**The 5s eigenvalue and radius of Zr⁺ across levels of theory**

The table holds the spin-up 5s eigenvalue, mean radius and mean inverse radius, with the Hartree and xc energies, of Zr⁺ ($4d^2\,5s^1$, high spin, spherical) from an all-electron scalar X2C atomic code with LDA, two GGAs, two meta-GGAs and Hartree-Fock. The program forms the gap between the total-energy ionisation energy and minus the eigenvalue and compares it with the parameter-free values $F^0/3$ and $F^0/2$ and with a one-constant fit $cF^0$. It also tests the 5s radius against a Coulomb formula and a power law in the binding energy. All five semilocal gaps (2.59 to 2.97 eV) lie between $F^0/3$ and $F^0/2$, the Hartree-Fock gap is $-0.16$ eV, and the one-constant fit misses r2SCAN by 0.22 eV. The radius grows in strict order as the ionisation energy falls but shows no such order with the eigenvalue, and neither size formula is quantitatively reliable.

Zr⁺ in the configuration [Kr] 4d² 5s¹, valence electrons all spin-up, computed with B-spline radial atomic code 1 at the basis-set limit: all-electron, spin-polarised, scalar-relativistic (spin-free one-electron X2C), Fermi nucleus. Open shells are spherical, by fractional occupations in the functionals and a configuration average in Hartree-Fock. The 5s energies are eigenvalues.

## Numerical check

```python
# Table: 5s(up) eigenvalue, <r>, <1/r>, Hartree and xc energies of Zr+ 4d2 5s1 (B-spline atomic code, scalar X2C,
# LDA/GGA/meta-GGA/Hartree-Fock). Tested: gap = IE + eps against F0/3 and F0/2; 5s size against IE and eigenvalue.
T = {
    'method': ['LDA VWN5', 'PBEsol', 'AM05', 'TPSS', 'r2SCAN', 'Hartree-Fock'],
    'rung': ['LDA', 'GGA', 'GGA', 'meta-GGA', 'meta-GGA', 'Hartree-Fock'],
    'exact_exchange': ['0', '0', '0', '0', '0', '100 %'],
    'orbital_energy_5s_up': [-0.39444, -0.38918, -0.38868, -0.38351, -0.39498, -0.45824],  # hartree
    'orbital_mean_radius_5s_up': [3.3436, 3.3448, 3.3466, 3.3687, 3.3624, 3.5162],  # bohr
    'orbital_mean_inverse_r_5s_up': [0.38482, 0.38447, 0.38402, 0.38062, 0.38156, 0.35964],  # 1/bohr
    'hartree_energy': [1472.4, 1472.5, 1472.4, 1472.4, 1472.7, None],  # hartree
    'functional_xc_energy': [-110.36, -112.34, -110.57, -114.71, -114.86, None],  # hartree
}
import numpy as np
from scipy.constants import physical_constants as pc
from scipy.stats import spearmanr
H = pc["Hartree energy in eV"][0]
m = list(T["method"])
eps = np.array(T["orbital_energy_5s_up"], float) * H
r = np.array(T["orbital_mean_radius_5s_up"], float)
ri = np.array(T["orbital_mean_inverse_r_5s_up"], float)
# further outputs of the same runs: IE by energy difference (eV), F0(5s,5s) (eV), 4d level (hartree), 4d <r> (bohr)
X = {"LDA VWN5": (13.70669, 7.324655, -0.3954582, 2.137128), "PBEsol": (13.47795, 7.324397, -0.3921042, 2.134292),
     "AM05": (13.46225, 7.31947, -0.39113, 2.135117), "TPSS": (13.20231, 7.274374, -0.3881409, 2.132232),
     "r2SCAN": (13.33487, 7.282767, -0.391296, 2.135262), "Hartree-Fock": (12.31045, 6.971188, -0.5494335, 2.106235)}
IEm, Vee_HF = 13.13, 1359.619  # tabulated measured IE (eV) and HF electron-electron energy (hartree), same outputs
IE, F0, e4d, r4d = (np.array([X[k][j] for k in m]) for j in range(4))
hf, lda, tp, r2 = (m.index(k) for k in ("Hartree-Fock", "LDA VWN5", "TPSS", "r2SCAN"))
s = np.array([i for i in range(len(m)) if i != hf])
gap = IE + eps
print(f"rounding: eigenvalue {5e-6*H:.5f} eV, radius 0.00005 bohr")
print("method: -eps, IE, IE-measured, gap=IE+eps, F0/3, F0/2 (eV), gap/F0")
for i, k in enumerate(m):
    print(f"{k:12s} {-eps[i]:.3f} {IE[i]:.3f} {IE[i]-IEm:+.3f} {gap[i]:+.3f} {F0[i]/3:.3f} {F0[i]/2:.3f} {gap[i]/F0[i]:+.3f}")
c = (gap[s] @ F0[s]) / (F0[s] @ F0[s])
res = gap[s] - c * F0[s]
print(f"gap = c*F0, semilocal rows: c = {c:.3f}; for HF it gives {c*F0[hf]:.2f} eV against {gap[hf]:+.2f} eV")
print("  residuals (eV): " + ", ".join(f"{m[i]} {x:+.3f}" for i, x in zip(s, res)) + f"; worst {m[s[np.argmax(abs(res))]]}")
print(f"semilocal spread/mean: gap {100*np.ptp(gap[s])/gap[s].mean():.1f} %, F0 {100*np.ptp(F0[s])/F0[s].mean():.1f} %")
print("gap - F0/2 (xc curvature plus relaxation, eV): " + ", ".join(f"{m[i]} {gap[i]-F0[i]/2:+.2f}" for i in s))
print("gap/F0 after adding HF relaxation: " + ", ".join(f"{m[i]} {(gap[i]-gap[hf])/F0[i]:.3f}" for i in s))
for a, b in ((r2, lda), (r2, tp), (tp, lda), (hf, lda)):
    print(f"{m[a]} - {m[b]}: eps {eps[a]-eps[b]:+.3f} = -dIE {IE[b]-IE[a]:+.3f} + dgap {gap[a]-gap[b]:+.3f} eV; <r> {100*(r[a]/r[b]-1):+.2f} %, <1/r> {100*(ri[a]/ri[b]-1):+.2f} %")
print("Coulomb size <r> = 3Z/(4E), Z = 2: <r>, from IE (error %), from -eps (error %), bohr; <r><1/r>")
pI, pE = 1.5 * H / IE, -1.5 * H / eps
for i, k in enumerate(m):
    print(f"{k:12s} {r[i]:.4f} {pI[i]:.3f} ({100*(pI[i]/r[i]-1):+.1f}) {pE[i]:.3f} ({100*(pE[i]/r[i]-1):+.1f}) {r[i]*ri[i]:.4f}")
for lab, v in (("IE", IE), ("-eps", -eps), ("4d <r>", r4d)):
    print(f"rank correlation of 5s <r> with {lab}: six rows {spearmanr(v, r)[0]:+.2f}, semilocal {spearmanr(v[s], r[s])[0]:+.2f}")
p6, p5 = np.polyfit(np.log(IE), np.log(r), 1), np.polyfit(np.log(IE[s]), np.log(r[s]), 1)
print(f"power law <r> ~ IE^p: p = {p6[0]:.2f} (six rows), {p5[0]:.2f} (semilocal only); Coulomb value -1")
print("  six-row errors (%): " + ", ".join(f"{100*(x-1):+.2f}" for x in np.exp(np.polyval(p6, np.log(IE))) / r))
print(f"  semilocal fit applied to HF: error {100*(np.exp(np.polyval(p5, np.log(IE[hf])))/r[hf]-1):+.2f} %")
print(f"semilocal ranges: eps {np.ptp(eps[s]):.3f} eV, IE {np.ptp(IE[s]):.3f} eV, <r> {np.ptp(r[s]):.4f} bohr ({100*np.ptp(r[s])/r[s].mean():.2f} %)")
print("eps(5s) - eps(4d), eV: " + ", ".join(f"{m[i]} {eps[i]-e4d[i]*H:+.3f}" for i in range(len(m))))
print(f"HF - LDA, 4d: level {(e4d[hf]-e4d[lda])*H:+.2f} eV, <r> {100*(r4d[hf]/r4d[lda]-1):+.2f} %")
xc = np.array([T["functional_xc_energy"][i] for i in s], float)
J = np.array([T["hartree_energy"][i] for i in s], float)
print(f"semilocal ranges (hartree): xc {np.ptp(xc):.2f}, Hartree {np.ptp(J):.1f} (rounding 0.05), eps {np.ptp(eps[s])/H:.4f}")
print(f"xc r2SCAN - TPSS {T['functional_xc_energy'][r2]-T['functional_xc_energy'][tp]:+.2f} hartree; rank correlation of xc with eps {spearmanr(xc, eps[s])[0]:+.2f}")
print("Hartree + xc (hartree): " + ", ".join(f"{x:.1f}" for x in J + xc) + f"; HF electron-electron {Vee_HF:.1f}")
assert np.all((gap[s] > F0[s] / 3) & (gap[s] < F0[s] / 2))
assert -0.3 < gap[hf] < 0
assert np.argmin(eps) == hf and np.argmax(r) == hf
assert np.all(np.diff(r[np.argsort(-IE)]) > 0)
```

Printed output:

```
rounding: eigenvalue 0.00014 eV, radius 0.00005 bohr
method: -eps, IE, IE-measured, gap=IE+eps, F0/3, F0/2 (eV), gap/F0
LDA VWN5     10.733 13.707 +0.577 +2.973 2.442 3.662 +0.406
PBEsol       10.590 13.478 +0.348 +2.888 2.441 3.662 +0.394
AM05         10.577 13.462 +0.332 +2.886 2.440 3.660 +0.394
TPSS         10.436 13.202 +0.072 +2.766 2.425 3.637 +0.380
r2SCAN       10.748 13.335 +0.205 +2.587 2.428 3.641 +0.355
Hartree-Fock 12.469 12.310 -0.820 -0.159 2.324 3.486 -0.023
gap = c*F0, semilocal rows: c = 0.386; for HF it gives 2.69 eV against -0.16 eV
  residuals (eV): LDA VWN5 +0.146, PBEsol +0.060, AM05 +0.060, TPSS -0.042, r2SCAN -0.225; worst r2SCAN
semilocal spread/mean: gap 13.7 %, F0 0.7 %
gap - F0/2 (xc curvature plus relaxation, eV): LDA VWN5 -0.69, PBEsol -0.77, AM05 -0.77, TPSS -0.87, r2SCAN -1.05
gap/F0 after adding HF relaxation: LDA VWN5 0.428, PBEsol 0.416, AM05 0.416, TPSS 0.402, r2SCAN 0.377
r2SCAN - LDA VWN5: eps -0.015 = -dIE +0.372 + dgap -0.387 eV; <r> +0.56 %, <1/r> -0.85 %
r2SCAN - TPSS: eps -0.312 = -dIE -0.133 + dgap -0.180 eV; <r> -0.19 %, <1/r> +0.25 %
TPSS - LDA VWN5: eps +0.297 = -dIE +0.504 + dgap -0.207 eV; <r> +0.75 %, <1/r> -1.09 %
Hartree-Fock - LDA VWN5: eps -1.736 = -dIE +1.396 + dgap -3.132 eV; <r> +5.16 %, <1/r> -6.54 %
Coulomb size <r> = 3Z/(4E), Z = 2: <r>, from IE (error %), from -eps (error %), bohr; <r><1/r>
LDA VWN5     3.3436 2.978 (-10.9) 3.803 (+13.7) 1.2867
PBEsol       3.3448 3.028 (-9.5) 3.854 (+15.2) 1.2860
AM05         3.3466 3.032 (-9.4) 3.859 (+15.3) 1.2852
TPSS         3.3687 3.092 (-8.2) 3.911 (+16.1) 1.2822
r2SCAN       3.3624 3.061 (-9.0) 3.798 (+12.9) 1.2830
Hartree-Fock 3.5162 3.316 (-5.7) 3.273 (-6.9) 1.2646
rank correlation of 5s <r> with IE: six rows -1.00, semilocal -1.00
rank correlation of 5s <r> with -eps: six rows +0.20, semilocal -0.40
rank correlation of 5s <r> with 4d <r>: six rows -0.77, semilocal -0.60
power law <r> ~ IE^p: p = -0.51 (six rows), -0.22 (semilocal only); Coulomb value -1
  six-row errors (%): -0.67, +0.14, +0.15, +0.48, +0.16, -0.26
  semilocal fit applied to HF: error -2.79 %
semilocal ranges: eps 0.312 eV, IE 0.504 eV, <r> 0.0251 bohr (0.75 %)
eps(5s) - eps(4d), eV: LDA VWN5 +0.028, PBEsol +0.080, AM05 +0.067, TPSS +0.126, r2SCAN -0.100, Hartree-Fock +2.482
HF - LDA, 4d: level -4.19 eV, <r> -1.45 %
semilocal ranges (hartree): xc 4.50, Hartree 0.3 (rounding 0.05), eps 0.0115
xc r2SCAN - TPSS -0.15 hartree; rank correlation of xc with eps +0.10
Hartree + xc (hartree): 1362.0, 1360.2, 1361.8, 1357.7, 1357.8; HF electron-electron 1359.6
```
